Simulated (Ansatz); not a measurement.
# ScPd: the change of pressure with volume scale

Periodic Kohn-Sham DFT of a crystal at fixed atoms, scaled to volume_scale times the given cell; pressure positive in compression, energy less spherical unpolarised free atoms, largest_vzz the field gradient of largest size among the nuclei. The results are calculated, by Ansatz 0.2.0.

The cell before it is scaled or strained (space group Pm-3m, No. 221):
```
ScPd
1.0
      3.2830     0.0000     0.0000
      0.0000     3.2830     0.0000
      0.0000     0.0000     3.2830
Sc Pd
1 1
Direct
  0.50000 0.50000 0.50000
  0.00000 0.00000 0.00000
```

Settings of every row: method frozen-core PAW; functional PBEsol; relativity scalar; k mesh 12x12x12; filling fermi-dirac; smearing width 0.05 eV; wave cutoff 420 eV; paw set soft_2.

Atom start moment: 0 on all atoms.

Limits: PAW files made with PBE.

| row | volume scale | V (Å³/atom) | pressure (GPa) |
| --- | --- | --- | --- |
| 1 | 0.94 | 16.631 | 6.613 |
| 2 | 0.96 | 16.985 | 3.55 |
| 3 | 0.98 | 17.338 | 0.798 |
| 4 | 0.99 | 17.515 | -0.469 |
| 5 | 1 | 17.692 | ? |
| 6 | 1.01 | 17.869 | -2.807 |
| 7 | 1.02 | 18.046 | -3.884 |
| 8 | 1.04 | 18.4 | -5.868 |
| 9 | 1.06 | 18.754 | -7.645 |

Question: what pressure should row 5 give?

Worked fit of pressure. Take u = (V_r/V)^(2/3) − 1 with V_r = 17.692 Å³ an atom, which is twice the finite (Eulerian) strain; such expansions in the strain, on which the Birch-Murnaghan equation of state is built, carry the rest volume and the bulk modulus. The shown rows have u = 0.04209, 0.02756, 0.01357, 0.00673, -0.00661, -0.01312, -0.02582, -0.03812. Least squares give pressure = −1.6703 + 175.284 × u + 498.86 × u² + 310 × u³ GPa; a parabola predicts inner rows, each left out in turn, worse (root mean square 0.0059 against 0.0037 GPa). The rows lie off it by -0.001, 0.004, -0.003, -0.001, 0.000, 0.001, 0.001, -0.001. The pressure vanishes at u = 0.0093, or V = 17.45 Å³ an atom, and there the bulk modulus at fixed shape and fractions is B = −V dP/dV = (2/3)(1 + u) dP/du = 124 GPa. The withheld row has u = 0, so the fit gives −1.6703 + 175.284 × (0) + 498.86 × (0)² + 310 × (0)³ = -1.670 GPa.

The calculation gave -1.67 GPa. The fit meets it to the printed digit.
